# Notes on the dielectric stopping power of jellium and its Bethe limit

I want the mean energy loss per unit path of a fast point charge in an electron gas, and the first corrections to the Bethe logarithm in powers of $v_F/v$. Gaussian units are used in sections 1–3, Hartree atomic units ($\hbar=m=e=1$) afterwards.

## 0. Premises

- (P1) The projectile is a point charge $Ze$ of mass $M\gg m$ on the straight path $\mathbf r=\mathbf v t$, with $v\ll c$, so the interaction is electrostatic.
- (P2) The medium is homogeneous and isotropic: electrons of density $n$ at $T=0$ in a rigid neutralising background.
- (P3) The medium responds linearly to the projectile's field.
- (P4) From section 2 on, $\epsilon$ is that of the random-phase approximation (RPA).

Fourier convention: $f(\mathbf r,t)=\int\frac{d^3q\,d\omega}{(2\pi)^4}f(\mathbf q,\omega)e^{i(\mathbf q\cdot\mathbf r-\omega t)}$, with retarded response, $\omega\to\omega+i0$. The dielectric function is defined by $\phi_{\rm tot}=\phi_{\rm ext}/\epsilon(q,\omega)$, and $\omega_p^2=4\pi ne^2/m$.

## 1. The retarding force

The external charge $Ze\,\delta(\mathbf r-\mathbf vt)$ has the transform $2\pi Ze\,\delta(\omega-\mathbf q\cdot\mathbf v)$. Poisson's equation gives $\phi_{\rm ext}=4\pi\rho_{\rm ext}/q^2$, so the induced potential is

$$\phi_{\rm ind}(\mathbf r,t)=Ze\int\frac{d^3q}{(2\pi)^3}\frac{4\pi}{q^2}\left[\frac1{\epsilon(q,\mathbf q\cdot\mathbf v)}-1\right]e^{i\mathbf q\cdot(\mathbf r-\mathbf vt)} .$$

The projectile feels $\mathbf F=-Ze\nabla\phi_{\rm ind}$ at $\mathbf r=\mathbf vt$, where the exponential equals one. Rotational symmetry about $\mathbf v$ leaves only the component along the path, and this force is the change of kinetic energy per unit length, $dE/dx=F_\parallel$. With $\mu=\cos\angle(\mathbf q,\mathbf v)$ I put $\omega=qv\mu$, so that $q_\parallel=\omega/v$ and $d^3q=2\pi q^2\,dq\,d\mu=2\pi q\,dq\,d\omega/v$:

$$F_\parallel=-\frac{Z^2e^2}{\pi v^2}\int_0^\infty\frac{dq}{q}\int_{-qv}^{qv}d\omega\; i\omega\left[\frac1{\epsilon(q,\omega)}-1\right].$$

A real perturbation produces a real response, hence $\epsilon(q,-\omega)=\epsilon(q,\omega)^*$. The real part of the bracket is even in $\omega$ and drops out against the odd factor $\omega$. The imaginary part is odd and contributes $i\omega\cdot i\,{\rm Im}(1/\epsilon)=\omega\,{\rm Im}(-1/\epsilon)$, an even function, which doubles the half range:

$$-\frac{dE}{dx}=\frac{2Z^2e^2}{\pi v^2}\int_0^\infty\frac{dq}{q}\int_0^{qv}d\omega\,\omega\,{\rm Im}\!\left[-\frac1{\epsilon(q,\omega)}\right].\tag{1}$$

This is Lindhard's formula of 1954. The loss function ${\rm Im}(-1/\epsilon)$ is non-negative for $\omega>0$ in a medium in its ground state, so the force retards. The limit $\omega\le qv$ is energy-momentum conservation: a projectile that gives up momentum $\hbar\mathbf q$ loses $\hbar\mathbf q\cdot\mathbf v-\hbar^2q^2/2M$. The recoil term is dropped under (P1); at the largest relevant $q\simeq2mv/\hbar$ it is a fraction $m/M$ of $\hbar qv$.

## 2. The RPA dielectric function as a velocity average

First-order perturbation theory for independent electrons in the total potential gives the density response

$$\chi_0=\frac1V\sum_{\mathbf k\sigma}\frac{f_{\mathbf k}-f_{\mathbf k+\mathbf q}}{\hbar\omega+E_{\mathbf k}-E_{\mathbf k+\mathbf q}+i0},\qquad \epsilon=1-\frac{4\pi e^2}{q^2}\chi_0 ,$$

with $E_{\mathbf k}=\hbar^2k^2/2m$. In the term with $f_{\mathbf k+\mathbf q}$ I rename $\mathbf k+\mathbf q\to\mathbf k$. With $\mathbf u=\hbar\mathbf k/m$ and $\omega_q=\hbar q^2/2m$ the summand becomes $(f_{\mathbf k}/\hbar)[(\omega-\mathbf q\cdot\mathbf u-\omega_q)^{-1}-(\omega-\mathbf q\cdot\mathbf u+\omega_q)^{-1}]$. Combining the fractions and using $2\omega_q/\hbar=q^2/m$,

$$\epsilon(q,\omega)=1-\omega_p^2\left\langle\frac1{(\omega+i0-qu_z)^2-\omega_q^2}\right\rangle,\tag{2}$$

where $\langle\dots\rangle$ averages over the Fermi sphere $u<v_F$ and $z$ is along $\mathbf q$. Isotropy gives $\langle u_z^{2j}\rangle=\langle u^{2j}\rangle/(2j+1)$ and vanishing odd moments; for the filled sphere $\langle u^2\rangle=\frac35v_F^2$ and $\langle u^4\rangle=\frac37v_F^4$.

Three facts about the loss spectrum at $\omega>0$ follow from (2).

- (a) ${\rm Im}\,\epsilon\neq0$ only in the pair continuum $|\omega-\omega_q|\le qv_F$, where a denominator can vanish.
- (b) Above the continuum every denominator is positive and grows with $\omega$, so $\epsilon$ rises monotonically to 1 and has at most one zero, the plasmon.
- (c) Below the continuum (this region exists for $\omega_q>qv_F$) every denominator is negative, so $\epsilon>1$ and nothing is absorbed.

## 3. The f-sum rule and the stopping number

The function $1/\epsilon-1$ is the response to an external potential and is analytic in the upper half $\omega$ plane. For the exact system this is causality. For the RPA it follows because $\chi_0$ can be regrouped as a sum of terms $c_j/(\omega^2-\omega_j^2)$ with $c_j>0$, one per allowed pair excitation: $\epsilon$ is then complex when $\omega^2$ is complex and exceeds 1 on the imaginary axis, so it has no zero off the real axis. The Kramers–Kronig relation, with the odd symmetry of the imaginary part, reads

$$\frac1{\epsilon(q,\omega)}-1=\omega_p^2\int_0^\infty\frac{g(q,\omega')\,d\omega'}{(\omega+i0)^2-\omega'^2},\qquad g\equiv\frac{2\omega'}{\pi\omega_p^2}{\rm Im}\!\left[-\frac1{\epsilon(q,\omega')}\right]\ge0.\tag{3}$$

For $\omega\to\infty$ at fixed $q$, (2) gives $1/\epsilon-1\to\omega_p^2/\omega^2$. Matching with (3) yields the f-sum rule $\int_0^\infty g\,d\omega=1$, that is $\int_0^\infty\omega\,{\rm Im}(-1/\epsilon)\,d\omega=\pi\omega_p^2/2$ for every $q$. Equation (1) becomes

$$-\frac{dE}{dx}=\frac{Z^2e^2\omega_p^2}{v^2}L=\frac{4\pi nZ^2e^4}{mv^2}L,\qquad L=\int_0^\infty\frac{dq}{q}F(q),\quad F(q)=\int_0^{qv}g\,d\omega .\tag{4}$$

$F(q)$ is the fraction of the oscillator strength at wave number $q$ that lies below the line $\omega=qv$, so $0\le F\le1$. The sum rule fixes the prefactor and sets $F=1$ wherever the whole spectrum is accessible. The argument of the logarithm and its corrections depend on how $F$ switches on and off, which needs (2).

## 4. The window where $F=1$

Atomic units from here, $\omega_q=q^2/2$. On the line $\omega=qv$, with $s=q^2$ and $w=v-u_z>0$ for $v>v_F$,

$$\epsilon(s)=1-\frac{H(s)}s,\qquad H(s)=\omega_p^2\left\langle\frac1{w^2-s/4}\right\rangle.\tag{5}$$

The line lies above the continuum for $q<q_1=2(v-v_F)$ and below it for $q>q_2=2(v+v_F)$. On $0<s<q_1^2$ each term $1/[s(w^2-s/4)]$ is the reciprocal of a positive concave function and hence convex, so $\epsilon(s)$ is concave, and it tends to $-\infty$ at $s\to0$. If $\epsilon(q_1^2)>0$ there is exactly one zero $s_-=q_-^2$, and $\epsilon>0$ from there to $q_1^2$.

At the edge the average is elementary. The distribution of $u_z$ is $\frac{3}{4v_F}(1-u_z^2/v_F^2)$, and with $z=q_1/2v_F=v/v_F-1$ the integral gives

$$\epsilon(q_1^2)=1-\frac{(1+z)\ln(1+1/z)-1}{2\pi v_Fz^2}.\tag{6}$$

The numerator falls and the denominator rises with $z$, so this is positive above one critical speed $v_c$. I assume $v>v_c$. With (a)–(c):

- $q<q_-$: the plasmon is above the line and the continuum below it, so $F=1-W(q)$, where $W$ is the plasmon's share of the sum rule.
- $q_-<q<q_1$: $\epsilon>0$ on the line, so by (b) no zero lies above it and $F=1$.
- $q_1<q<q_2$: the line cuts the continuum.
- $q>q_2$: $F=0$.

Therefore

$$L=\int_0^{q_-}\frac{dq}q(1-W)+\ln\frac{q_1}{q_-}+\int_{q_1}^{q_2}\frac{dq}qF .\tag{7}$$

**The first term.** Expanding (2) for large $\omega$, with $a_2=\langle u^2\rangle$ and $a_4=\langle u^4\rangle$,

$$\epsilon=1-\frac{\omega_p^2}{\omega^2}\left[1+\frac{a_2q^2+q^4/4}{\omega^2}+\frac{a_4q^4+O(q^6)}{\omega^4}+\dots\right].$$

By (3) the coefficients of $\omega_p^2/\omega^4$ and $\omega_p^2/\omega^6$ in $1/\epsilon$ are the moments $M_1$ and $M_2$ of $\omega^2$ and $\omega^4$ over $g$. Inverting the series gives $M_1=\omega_p^2+a_2q^2+q^4/4$ and $M_2=\omega_p^4+2\omega_p^2(a_2q^2+q^4/4)+a_4q^4+O(q^6)$, so the variance is $M_2-M_1^2=(a_4-a_2^2)q^4+O(q^6)$. At small $q$ the weight $W$ sits near $\omega_p^2$ and the weight $1-W$ near zero, and the variance of such a distribution is $(1-W)\omega_p^4$ to leading order. Hence $1-W=\frac{12}{175}(qv_F/\omega_p)^4$, and with $q_-\simeq\omega_p/v$ the first term of (7) is $\frac{3}{175}(v_F/v)^4$.

**The Bethe limit.** For $v\to\infty$, (5) gives $q_-\to\omega_p/v$. The last term of (7) lies between 0 and $\ln(q_2/q_1)\to0$, and $q_1\to2v$. So $L-\ln(2v^2/\omega_p)\to0$, with no additive constant. In ordinary units $L\to\ln(2mv^2/\hbar\omega_p)$, the form Bethe found in 1930, with mean excitation energy $I=\hbar\omega_p$.

## 5. The $v_F^2/v^2$ term, edge by edge

**Lower edge.** The zero obeys $s_-=H(s_-)$. Since $s_-/v^2\simeq\omega_p^2/v^4$ is small, I expand $H=\omega_p^2[\langle w^{-2}\rangle+\frac s4\langle w^{-4}\rangle+\dots]$. The angular average of $(v-u\mu)^{-2}$ is $1/(v^2-u^2)$, so $\langle w^{-2}\rangle=v^{-2}(1+a_2/v^2+a_4/v^4+\dots)$ and

$$s_-=\frac{\omega_p^2}{v^2}\left[1+\frac{a_2}{v^2}+\frac{a_4+\omega_p^2/4}{v^4}+O(v^{-6})\right].\tag{8}$$

Thus $-\ln q_-=\ln(v/\omega_p)-a_2/2v^2+O(v^{-4})$. This is plasmon dispersion: with $\omega^2=\omega_p^2+a_2q^2$ the projectile reaches resonance at a slightly larger $q$.

**Upper edge.** For $q>2v_F$ and $\omega>0$ only the first fraction of section 2 can be resonant, so ${\rm Im}\,\epsilon=(\pi\omega_p^2/q^2)\langle\delta(\omega-qu_z-q^2/2)\rangle$. Near $q\simeq2v$ the deviation $|\epsilon-1|$ is of order $\omega_p^2/q^3v_F$. Setting $|\epsilon|^2=1$ in the loss function changes $F$ by that order over an interval $\ln(q_2/q_1)\sim v_F/v$, and so changes $L$ at order $\omega_p^2/v^4$, which section 6 recovers. Then $g=(2\omega/q^2)\langle\delta(\dots)\rangle$ and

$$F(q)=\left\langle\left(1+\frac{2u_z}q\right)\theta\!\left(2(v-u_z)-q\right)\right\rangle .$$

Each electron is struck as a free particle. It takes the energy $q^2/2+qu_z$, which is the origin of the weight, and can do so up to $q=2(v-u_z)\ge q_1$. Integrating $dq/q$ from $q_1$ (with $v>2v_F$, so that $q_1>2v_F$) and using $\langle u_z\rangle=0$,

$$\int_{q_1}^{q_2}\frac{dq}qF=\ln\frac{2v}{q_1}+\left\langle\ln\left(1-\frac{u_z}v\right)-\frac{u_z}{v-u_z}\right\rangle=\ln\frac{2v}{q_1}-\frac{\langle u_z^2\rangle}{2v^2}-\frac{\langle u_z^2\rangle}{v^2}+\dots$$

The two terms add to $-\frac32\langle u_z^2\rangle/v^2=-a_2/2v^2$. One third comes from the smearing of the cutoff, two thirds from the energy weight.

**Sum.** The $q_1$ dependence cancels in (7) and

$$L=\ln\frac{2mv^2}{\hbar\omega_p}-\frac35\frac{v_F^2}{v^2}+O(v^{-4}),\tag{9}$$

the result of Lindhard and Winther (1964). The collective edge and the binary-collision edge each supply $-\frac3{10}(v_F/v)^2$.

## 6. Why the halves are equal, and the next order

The equality holds to all orders in the RPA. In the definition (4) of $L$ the speed enters only through the limit $qv$, so

$$v\frac{dL}{dv}=\frac{2v^2}{\pi\omega_p^2}\int_0^\infty q\,dq\,{\rm Im}\!\left[-\frac1{\epsilon(q,qv)}\right]=\frac{v^2}{\pi\omega_p^2}\int_0^\infty ds\,{\rm Im}\!\left[-\frac1{\epsilon(s)}\right].$$

I replace the distribution of $u_z$ by $N$ discrete values with positive weights and let $N\to\infty$ at the end. Then $\epsilon(s)$ in (5) is rational, with poles at $0$ and at $4w_j^2$, and its numerator has degree $N+1$. All zeros can be located on the real axis. Between adjacent poles $4w_j^2$ the function runs from $+\infty$ to $-\infty$, which accounts for $N-1$ zeros. Between $0$ and the lowest pole it is concave, tends to $-\infty$ at both ends and is positive in between (for $v>v_c$), which gives two more: $s_-$ with $\epsilon'>0$ and one with $\epsilon'<0$ that joins the continuum as $N\to\infty$. The count is $N+1$, so every zero is simple, and every zero except $s_-$ has $\epsilon'<0$.

At large $s$, $\epsilon\simeq1+4\omega_p^2/s^2$. The partial-fraction form $1/\epsilon-1=\sum_jR_j/(s-s_j)$ with $R_j=1/\epsilon'(s_j)$ therefore has no $1/s$ tail, and $\sum_jR_j=0$. Because ${\rm Im}\,\epsilon=+0$ at $\omega>0$, each zero contributes $\pi\delta(\epsilon)=\pi|R_j|\,\delta(s-s_j)$ to the loss function. The negative residues together balance $R_-$, so the continuum contributes to $dL/dv$ exactly as much as the plasmon:

$$v\frac{dL}{dv}=\frac{2v^2}{\omega_p^2}R_-,\qquad R_-=\frac1{\epsilon'(s_-)}=\frac{s_-}{1-H'(s_-)} .\tag{10}$$

The last form uses $\epsilon'=H/s^2-H'/s$ and $H(s_-)=s_-$. This is the equipartition rule. It concerns the increments: the plasmon and pair parts of $L$ differ by a constant independent of $v$, which need not vanish.

With (8) and $H'=\omega_p^2/4v^4+O(v^{-6})$,

$$v\frac{dL}{dv}=2\left[1+\frac{a_2}{v^2}+\frac{a_4+\omega_p^2/2}{v^4}+O(v^{-6})\right].$$

Integrating, with the constant fixed by the Bethe limit of section 4 and $y=2mv^2/\hbar\omega_p$,

$$L=\ln y-\frac35\frac{v_F^2}{v^2}-\frac3{14}\frac{v_F^4}{v^4}-\frac1{y^2}+O(v^{-6}).\tag{11}$$

Two checks. For electrons at rest, (2) puts the whole sum rule on the line $\omega^2=\omega_p^2+q^4/4$, which crosses $\omega=qv$ at $s_\pm=2v^2\pm2\sqrt{v^4-\omega_p^2}$. Then $L=\frac12\ln(s_+/s_-)={\rm arcosh}(y/2)=\ln y-1/y^2-\dots$, as in (11). Second, the average in section 5 carried to fourth order gives $-\frac54\langle u_z^4\rangle/v^4=-a_4/4v^4$. The lower edge gives $-a_4/2v^4+a_2^2/4v^4$ from the logarithm of (8) and $(a_4-a_2^2)/4v^4$ from $1-W$, again $-a_4/4v^4$. The two add to $-a_4/2v^4=-\frac3{14}(v_F/v)^4$.

## 7. Range of validity

- **Speed.** Equations (7) and (10) hold for $v>v_c$. The series (11) needs $v_F^2/v^2\ll1$ and $y\gg1$. For $v\lesssim v_F$ the window closes and (1) must be integrated with the full $\epsilon$.
- **Linear response.** (P3) is the first Born approximation, which requires $2Ze^2/\hbar v$ below one. Two corrections to $L$ lie outside it. Bloch's term (1933), which I quote without derivation, is $\psi(1)-{\rm Re}\,\psi(1+iZe^2/\hbar v)$, with $\psi$ the digamma function; it is negative and even in $Z$. The Barkas term is odd in $Z$, and I estimate only its order. Putting $\epsilon=1-\omega_p^2/\omega^2$ into $\phi_{\rm ind}$ of section 1 at the projectile gives $\phi_{\rm ind}=(Z\omega_p/\pi v)\int_0^\infty\frac{dx}x\ln\left|\frac{x-1}{x+1}\right|=-\pi Z\omega_p/2v$. An electron passing a positive projectile thus has its kinetic energy $v^2/2$ lowered, relative to the bare Coulomb problem, by the fraction $\pi B$ with $B=Z\omega_p/v^3$. Since Coulomb scattering scales as $1/v^2$, this suggests $\Delta L\sim+\pi BL$.
- **RPA.** The prefactor and $\ln y$ rest on the sum rule and on the limits $\omega_p$ and $q^2/2$ of the spectrum, which exchange and correlation leave in place. The coefficient $3/5$ is specific to the RPA. In the interacting gas $a_2$ becomes twice the true kinetic energy per electron, and the $q^2$ term of $M_1$ acquires $\frac4{15}\langle V\rangle$, with $\langle V\rangle$ the potential energy per electron (third-moment sum rule, quoted). That piece acts on the lower edge and shifts $L$ by roughly $-\frac{2}{15}\langle V\rangle/v^2$.
- **Projectile.** It must be heavy, stay stripped and be non-relativistic. Electrons and positrons need recoil, and electrons also exchange.
- **Medium.** Jellium has no gap, no cores, no local fields and no channels. Applied to a crystal it describes at best the valence electrons, for a random direction of incidence.

## 8. Illustration: 500 keV protons, valence electrons of Si

The inputs are $Z=1$, $E=500$ keV and $\hbar\omega_p=16.6$ eV, taken as the free-electron plasma energy of four valence electrons per atom. Everything else follows.

- $\omega_p=0.6100$ hartree and $n=\omega_p^2/4\pi=0.02961\,a_0^{-3}=1.998\times10^{23}$ cm$^{-3}$, which is $5.00\times10^{22}$ atoms per cm$^3$.
- $v_F=k_F=(3\pi^2n)^{1/3}=0.9571$, $r_s=2.005$, $E_F=12.46$ eV.
- $v=\sqrt{2E/M}=4.474$, $v/v_F=4.674$, $2mv^2=1089$ eV, $y=65.62$.
- The zero of (6) is at $v_c=1.365\,v_F$, a proton energy of 43 keV, so the window is wide open. It runs from $q_-=0.1383\,a_0^{-1}$ (against $\omega_p/v=0.1364\,a_0^{-1}$; the plasmon energy there is 16.84 eV) to $q_1=7.033\,a_0^{-1}$, and $F$ vanishes beyond $q_2=10.86\,a_0^{-1}$. At the edge $\epsilon(q_1^2)=0.9985$, which supports setting $|\epsilon|=1$ in section 5.

| term of (11) | value |
|---|---|
| $\ln y$ | 4.1838 |
| $-\frac35(v_F/v)^2$ | $-0.0275$ |
| $-\frac3{14}(v_F/v)^4$ | $-0.00045$ |
| $-1/y^2$ | $-0.00023$ |
| $L$ | 4.156 |

The prefactor is $\omega_p^2/v^2=0.01859$ hartree$/a_0=0.9561$ eV/Å. The model's stopping power is then 3.97 eV/Å, or 39.7 keV/µm, equivalent to $7.95\times10^{-15}$ eV cm$^2$ per atom. The bare logarithm would give 4.00 eV/Å, so the $v_F^2/v^2$ term is a reduction of 0.7 per cent. Over 100 nm the proton loses 0.8 per cent of its energy, and for such a layer the constant-speed premise holds. At 100 keV the series is visibly slower: $\ln y=2.574$, the $v^{-2}$ term is $-0.137$ and the two $v^{-4}$ terms together are $-0.017$.

The neglected terms at 500 keV, to be set beside $-0.0275$:

- Recoil: $m/M=5.4\times10^{-4}$. Relativity: $v^2/c^2=1.1\times10^{-3}$, and relativistic kinematics lowers $v^2$ by 0.08 per cent. Both are negligible.
- Exchange: $\langle V\rangle=-3k_F/4\pi$ gives $\Delta L\approx+0.0015$, small.
- Bloch: $2Ze^2/\hbar v=0.447$ and $\Delta L=-0.058$.
- Barkas: $B=0.0068$ and $\pi BL\approx+0.09$, an order of magnitude only.
- Gap: in a one-oscillator model $\epsilon=1-\omega_p^2/(\omega^2-\omega_g^2-q^4/4)$ the loss line moves to $\omega_0^2+q^4/4$ with $\omega_0^2=\omega_p^2+\omega_g^2$ and keeps the full weight, so $\omega_0$ replaces $\omega_p$ inside the logarithm only. Fixing $\omega_g$ by $\epsilon_\infty=1+\omega_p^2/\omega_g^2$ with the compiled value $\epsilon_\infty=11.85$ (Skelton 2020) gives $\hbar\omega_g=5.04$ eV, $\hbar\omega_0=17.35$ eV and $\Delta L=-\frac12\ln[\epsilon_\infty/(\epsilon_\infty-1)]=-0.044$.

The last three each exceed the $v_F^2/v^2$ term and amount to one or two per cent of $L$, with mixed signs. The four-figure $L$ is therefore a property of linear-response RPA jellium, and as an estimate of the valence contribution I keep two figures, 40 keV/µm.

This number is the model's, not silicon's. The typical electronic stopping of Si for protons of this energy is roughly 60 keV/µm, so the model falls low by about a third. The missing part is mainly the L shell. Its eight electrons have binding energies of typically 100 to 150 eV, far below the maximum transfer $2mv^2=1089$ eV, and each unit of stopping number for these eight electrons adds 48 per cent to the valence result. The K shell, bound by approximately 1.8 keV, contributes little at this speed.